\section*{Fracton dimension and phonon--fracton crossover on the Sierpinski gasket: choice of method}

\subsection*{Model and conventions}
Equal masses $M$ sit on the sites of a Sierpinski gasket with shortest bond $a$. Scalar springs $K$ join each site to its four neighbours. With $\omega_0^2=K/M$ and $\lambda=\omega^2/\omega_0^2$ the modes obey $\lambda u_i=4u_i-\sum_{j}A_{ij}u_j$, where $A$ is the adjacency matrix. The level-$n$ gasket has side $2^na$, its three corners are clamped, and it has $N_n=(3^{n+1}-3)/2$ free sites. Brackets denote the average over modes for $n\to\infty$. The methods are compared on
\begin{equation}
G(s)=\langle(\lambda+s)^{-1}\rangle ,\qquad s>0 ,
\end{equation}
which fixes the harmonic internal energy per site,
\begin{equation}
U=k_BT\sum_{m=-\infty}^{\infty}\left[1-\sigma_mG(\sigma_m)\right],\qquad \sigma_m=\left(\frac{2\pi mk_BT}{\hbar\omega_0}\right)^2 ,
\end{equation}
with the $m=0$ term equal to 1. This is the mode average of $\tfrac12\hbar\omega\coth(\hbar\omega/2k_BT)=k_BT\sum_m\lambda/(\lambda+\sigma_m)$. Work is counted in floating-point operations and memory in stored numbers. The deviation $\delta$ is relative to the exact $G$.

\subsection*{Statement}
\emph{Physics.} Removing the finest sites doubles the bond length, divides the number of sites by 3 and maps $\lambda$ to $\lambda'=\lambda(5-\lambda)$. Hence $d_f=\ln3/\ln2=1.585$, $d_w=\ln5/\ln2=2.322$ and
\begin{equation}
d_s=\frac{2d_f}{d_w}=\frac{2\ln3}{\ln5}=1.365,\qquad \omega\sim L^{-d_f/d_s},\qquad \frac{d_f}{d_s}=1.161 .
\end{equation}
Averaged over one decimation period, $g(\omega)\sim\omega^{d_s-1}$ and $C\sim T^{d_s}$. A network that is fractal only below a length $\xi$ carries phonons below $\omega_c\sim\omega_0(\xi/a)^{-d_f/d_s}$. Alexander and Orbach (1982) conjectured $d_s=4/3$ for scalar vibrations of percolation clusters, a value that holds in the mean-field case $d\ge6$ and only approximately below. The gasket lies 0.032 above it.

\emph{Methods.} (A) Scalar decimation over $k$ steps needs exact self-similarity, takes $15k+3$ operations and three stored numbers, and its deviation falls doubly exponentially once $5^ks\gtrsim1$. (B) Dense diagonalisation of level $n$ takes at least $\tfrac43N_n^3$ operations and $N_n^2$ numbers. (C) Cell-by-cell elimination of level $n$ takes $84N_n$ operations per value of $s$ and at most $36n+42$ numbers. B and C accept arbitrary springs and return the same $G_n$, whose deviation falls as $1/N_n$. The difference of two successive levels removes that term.

\emph{Choice.} On the ordered gasket A is cheapest at every accuracy tabulated. Without self-similarity C with the level difference is the choice. B pays only when the eigenvalues are wanted, or for very many values of $s$.

\subsection*{Proof of the decimation and the exact answer}
Take a cell with corners $u_a,u_b,u_c$ and three midpoints, and set $\lambda=-s$. The midpoint block $(4+s)-A$ has eigenvalues $2+s$, $5+s$, $5+s$. Solving it gives, for the midpoint between $a$ and $b$,
\begin{equation}
u_{ab}=\frac{(4+s)(u_a+u_b)+2u_c}{(2+s)(5+s)} .
\end{equation}
A retained site belongs to two cells. Inserting its four midpoints, and using $(2+s)(5+s)-4=(1+s)(6+s)$, turns its row into
\begin{equation}
\phi(s)\Big[(4+s')u_a-\sum_{b}u_b\Big],\qquad s'=s(5+s),\qquad \phi=\frac{6+s}{(2+s)(5+s)} ,
\end{equation}
with $b$ running over the four coarse neighbours. This is $\lambda'=\lambda(5-\lambda)$. The determinant $D_n(s)$ of $(4+s)-A$ therefore factorises over $3^{n-1}$ cells and $N_{n-1}$ retained sites,
\begin{equation}
D_n(s)=\left[(2+s)(5+s)^2\right]^{3^{n-1}}\phi(s)^{N_{n-1}}D_{n-1}(s'),\qquad D_0=1 .
\label{det}
\end{equation}
For $n\to\infty$ there are $2/9$ cells and $1/3$ retained sites per site. Differentiating $\ln D_n/N_n$ gives
\begin{equation}
G(s)=h(s)+\frac{5+2s}{3}\,G(s'),\qquad h(s)=\frac{1}{3(6+s)}-\frac{1}{3(2+s)(5+s)} .
\label{rec}
\end{equation}
Define $s_0=s$, $s_{j+1}=s_j(5+s_j)$, $Q_j=ds_j/ds=\prod_{i<j}(5+2s_i)$, $P_j=Q_j/3^j$ and $S_k=\sum_{j<k}P_jh(s_j)$. Then $G(s)=S_k+P_kG(s_k)$ exactly for every $k$.

The test point is $s=0.01$. The orbit is $s_1,\dots,s_6=0.0501$, $0.2530$, $1.329$, $8.412$, $112.8$, $1.329\times10^4$, and the closure derived below yields $G(0.01)=1.393746$ and $G(0.0501)=0.819552$.

\subsection*{Proof of the exponents and the crossover}
Every small eigenvalue is the lower root of $\lambda(5-\lambda)=\lambda'$ for an eigenvalue $\lambda'$ of the coarser gasket, with the same multiplicity. The fraction of modes below $\lambda$ then obeys $I(\lambda)=I(5\lambda-\lambda^2)/3$. For $\lambda\to0$ the solution is $\lambda^{d_s/2}$ times a function periodic in $\ln\lambda$ with period $\ln5$. The spectrum consists of degenerate points and gaps, so $g\sim\omega^{d_s-1}$ holds only on average. The sharp statement for the heat capacity is $C(T/\sqrt5)=C(T)/3$ for $k_BT\ll\hbar\omega_0$. If the periodic factor is replaced by a constant $B$, so that $I=B(\omega/\omega_0)^{d_s}$, then
\begin{equation}
C=k_BB\,d_s\,\Gamma(d_s+2)\,\zeta(d_s+1)\left(\frac{k_BT}{\hbar\omega_0}\right)^{d_s} .
\end{equation}

Replace each triangle of a kagome lattice of bond $\xi=2^na$ by a level-$n$ gasket. Every site keeps four neighbours, and a unit cell holds $3+2N_n=3^{n+1}$ sites, so the weights $2/9$ and $1/3$ hold at each step. After $n$ steps the kagome lattice remains. Its acoustic branch is $\lambda'=q^2\xi^2$ at small wavevector $q$, and $\lambda'\simeq5^n\lambda$, so that
\begin{equation}
\omega=vq,\qquad v=\omega_c\xi,\qquad \omega_c=\omega_05^{-n/2}=\omega_0(\xi/a)^{-d_f/d_s} .
\end{equation}
Well below $k_BT=\hbar\omega_c$ this two-dimensional network has $C\propto T^2$. Between that scale and $\hbar\omega_0$ it follows the fracton law. In Eq.~(\ref{rec}) the length $\xi$ enters only through the function that replaces $G(s_n)$. The depth at which decimation converges and the crossover are thus one condition, $5^ns\sim1$.

With the assumed illustrative inputs $\hbar\omega_0=0.005$ eV, $a=0.5$ nm and $n=6$, the model has $\xi=32$ nm, $\hbar\omega_c=4.00\times10^{-5}$ eV, $\hbar\omega_c/k_B=0.464$ K and $\hbar v=1.28\times10^{-3}$ eV nm. The test point $\sigma_1=0.01$ corresponds to $T=0.923$ K. These numbers are the model's and describe no material.

\subsection*{How much accuracy is needed}
For $s\to0$ Eq.~(\ref{rec}) becomes $G(s)=1/45+\tfrac53G(5s)$, so $G+1/30$ scales as $s^{d_s/2-1}$ times a periodic factor, which cancels over one period. The estimate $d_s\approx2\,[1-\ln(G(s_0)/G(s_1))/\ln5.01]$ gives 1.341 at the test point, and 1.361 when $1/30$ is added to both values. The background shifts the estimate by 0.020, which rivals the gap of 0.032 to $4/3$ and cannot be dropped. Relative deviations $\delta_0,\delta_1$ of the two values move the estimate by $-1.24(\delta_0-\delta_1)$. A tolerance $|\delta|\le10^{-3}$ keeps this below 0.0025.

\subsection*{Method A: work, memory, deviation}
Close the recursion with the mean eigenvalue, $G^{(k)}=S_k+P_k/(s_k+4)$. Since $\langle A\rangle=0$ and $\langle A^2\rangle=4$, expansion of $(4+s_k-A)^{-1}$ gives
\begin{equation}
G^{(k)}-G\simeq-\frac{4P_k}{(s_k+4)^3}\qquad(s_k\gg6).
\end{equation}
The sign is negative for every $k$, because $1/(\lambda+s)$ is convex. For large $s_k$ one has $s_{k+1}\simeq s_k^2$ and $P_{k+1}\simeq2s_kP_k/3$, so each step multiplies the deviation by $2/(3s_k^2)$. One step takes 2 operations for $s'$, 4 for $P$, 7 for $h$ and 2 to accumulate, and the closure takes 3. Only $s$, $P$ and $S$ are carried.

\begin{center}
\begin{tabular}{cccc}
$k$ & work & $G^{(k)}$ & $\delta$\\ \hline
3 & 48 & 1.111953 & $-2.02\times10^{-1}$\\
4 & 63 & 1.360894 & $-2.36\times10^{-2}$\\
5 & 78 & 1.393499 & $-1.77\times10^{-4}$\\
6 & 93 & 1.393746 & $-9.10\times10^{-9}$
\end{tabular}
\end{center}

\subsection*{Methods B and C: deviation}
Both evaluate $G_n=N_n^{-1}\,d\ln D_n/ds$. Iterate Eq.~(\ref{det}), split $N_m=3^{m+1}/2-3/2$ into a bulk and a corner part, and use $\ln s_n=\ln s+\sum_{j<n}\ln(5+s_j)$ to sum the terms in $1/(5+s_j)$. The result is
\begin{equation}
(3^n-1)G_n=3^nS_n+\frac{Q_n}{s_n}-\frac1s+\sum_{j<n}\frac{4Q_j}{(2+s_j)(6+s_j)} .
\end{equation}
Subtracting $(3^n-1)G$ with $S_n=G-P_nG(s_n)$ gives $G_n-G=\gamma_n/(3^n-1)$, where
\begin{equation}
\gamma_n=G-\frac1s+\sum_{j<n}\frac{4Q_j}{(2+s_j)(6+s_j)}+Q_n\Big[\frac1{s_n}-G(s_n)\Big].
\end{equation}
The last term tends to $4Q_n/s_n^2$ and vanishes doubly exponentially. At the test point $\gamma_4,\gamma_5,\gamma_6=-27.58,\,-30.41,\,-30.47$, and $\gamma_\infty/G=-21.86$. The clamped corners stiffen a region of fixed size, so that $\delta\to-21.86/(3^n-1)$. The terms of the sum grow as $5^j$ until $5^js\sim1$, hence $\gamma_\infty\sim1/s$ and $\gamma_\infty/G\sim s^{-d_s/2}$. The level difference
\begin{equation}
\hat G_n=\frac{N_nG_n-N_{n-1}G_{n-1}}{3^n},\qquad \hat G_n-G=\frac{\gamma_n-\gamma_{n-1}}{2\cdot3^{n-1}} ,
\end{equation}
cancels the constant. With $x=s_{n-1}$ large, the three contributions to $\gamma_n-\gamma_{n-1}$ cancel at order $x^{-2}$ and leave $(-32+20+8)Q_{n-1}/x^3$, where 20 is $\langle\lambda^2\rangle$. Thus $\hat G_n-G\simeq-2P_{n-1}/x^3$, half the deviation of A at $k=n-1$.

\subsection*{Methods B and C: work and memory}
In B a Householder step on a symmetric $r\times r$ block takes $2r^2$ operations for a matrix--vector product and $2r^2$ for a symmetric rank-two update. The sum over $r$ is $\tfrac43N^3$ at leading order. The tridiagonal stage, of order $N^2$, is left out, so the count is a lower bound. The level difference needs two matrices, $W_B=\tfrac43(N_n^3+N_{n-1}^3)$. Each further $s$ then takes 3 operations per eigenvalue.

In C each finished cell is a symmetric $3\times3$ matrix on its corners, carried with its $s$-derivative. Three cells form a $6\times6$ matrix, from which three junction sites are eliminated. With $r$ sites left, a pivot needs $r$ multipliers (1 operation for the value, 3 for the derivative) and $r(r+1)/2$ updates (2 and 4). The sum of $4r+3r(r+1)$ over $r=5,4,3$ is 234. Assembly of the junction diagonals adds 12, and accumulating the logarithmic derivatives of the pivots adds 6. There are $(3^n-1)/2=N_n/3$ joins of 252 operations, so $W_C=84N_n$, with zeros ignored. The sums accumulated inside the top-level cells are the level-$(n-1)$ traces, so $\hat G_n$ comes at a negligible extra count. Depth-first order keeps at most three cells of 12 numbers per level and one working matrix of 42. Springs that are stored instead of generated add $3^{n+1}$ numbers.

\begin{center}
\begin{tabular}{cccccccc}
$n$ & $N_n$ & $\delta(G_n)$ & $\delta(\hat G_n)$ & $W_B$ & mem.\ B & $W_C$ & mem.\ C\\ \hline
4 & 120 & $-2.47\times10^{-1}$ & $-1.35\times10^{-1}$ & $2.38\times10^{6}$ & $1.44\times10^{4}$ & 10080 & 186\\
5 & 363 & $-9.01\times10^{-2}$ & $-1.25\times10^{-2}$ & $6.61\times10^{7}$ & $1.32\times10^{5}$ & 30492 & 222\\
6 & 1092 & $-3.00\times10^{-2}$ & $-8.86\times10^{-5}$ & $1.80\times10^{9}$ & $1.19\times10^{6}$ & 91728 & 258\\
7 & 3279 & $-1.00\times10^{-2}$ & $-4.55\times10^{-9}$ & $4.87\times10^{10}$ & $1.08\times10^{7}$ & 275436 & 294
\end{tabular}
\end{center}

At fixed accuracy the depth grows as $\ln(1/s)/\ln5$, and $s\propto T^2$. Lowering $T$ by $\sqrt5$ adds 15 operations to A, triples $W_C$, and multiplies $W_B$ by 27 and its memory by 9. The fracton dimension sets the cost: $W_C\sim T^{-d_s}$ and $W_B\sim T^{-3d_s}$.

\subsection*{Cheapest choice for a stated accuracy}
\begin{itemize}
\item $|\delta|\le5\times10^{-2}$: A at $k=4$, 63 operations. Otherwise $\hat G_5$ by C, 30492 operations. The plain $G_n$ needs $n=6$.
\item $|\delta|\le10^{-3}$: A at $k=5$, 78 operations. Otherwise $\hat G_6$ by C, which takes 1176 times the work of A, while B takes $1.96\times10^4$ times the work of C. The plain $G_n$ fails at $n=9$ ($-1.11\times10^{-3}$) and passes at $n=10$ ($-3.70\times10^{-4}$, $N_{10}=88572$). There C needs $7.44\times10^6$ operations and a single dense matrix $9.26\times10^{14}$.
\item $|\delta|\le10^{-6}$: A at $k=6$, 93 operations. Otherwise $\hat G_7$ by C, 275436 operations. The plain $G_n$ needs $n=16$ ($-5.08\times10^{-7}$).
\end{itemize}

\subsection*{Best choice inside a budget}
\begin{itemize}
\item $10^2$ operations: only A runs to a useful depth, and $k=6$ gives $-9.10\times10^{-9}$.
\item $10^5$ operations without self-similarity: C reaches $\hat G_6$ with $-8.86\times10^{-5}$. B stops at $\hat G_3$, 81396 operations, with $\delta=-0.395$.
\item $10^8$ operations: B reaches $\hat G_5$ with $-1.25\times10^{-2}$, which misses the tolerance of $10^{-3}$ set for $d_s$. C has passed $10^{-8}$ at $n=7$.
\item $5\times10^5$ stored numbers: B stops at $n=5$, since one triangle of the $n=6$ matrix already holds 596778. C is not limited at these levels.
\item Many values of $s$ at $n=6$: B adds 4365 operations per value against 91728 for C, and its counted work breaks even at $2.06\times10^4$ values. At the test temperature $\sigma_m$ passes 6, the top of the spectrum, at $m=25$, so one temperature needs far fewer.
\end{itemize}

\subsection*{Limits}
The operation counts of B and C hold for any positive springs on the gasket graph, while the deviations were computed for equal springs. With random springs $N_{n-1}G_{n-1}$ becomes the mean over the three top-level cells, the corner term cancels only on average, and a sample-to-sample scatter of order $N_n^{-1/2}$ adds to the tabulated values. The linear count of C rests on finite ramification, three contact sites per cell at every level, and does not carry over to networks whose cuts grow with size. All exponents refer to scalar springs, and central or bond-bending forces define a different eigenproblem.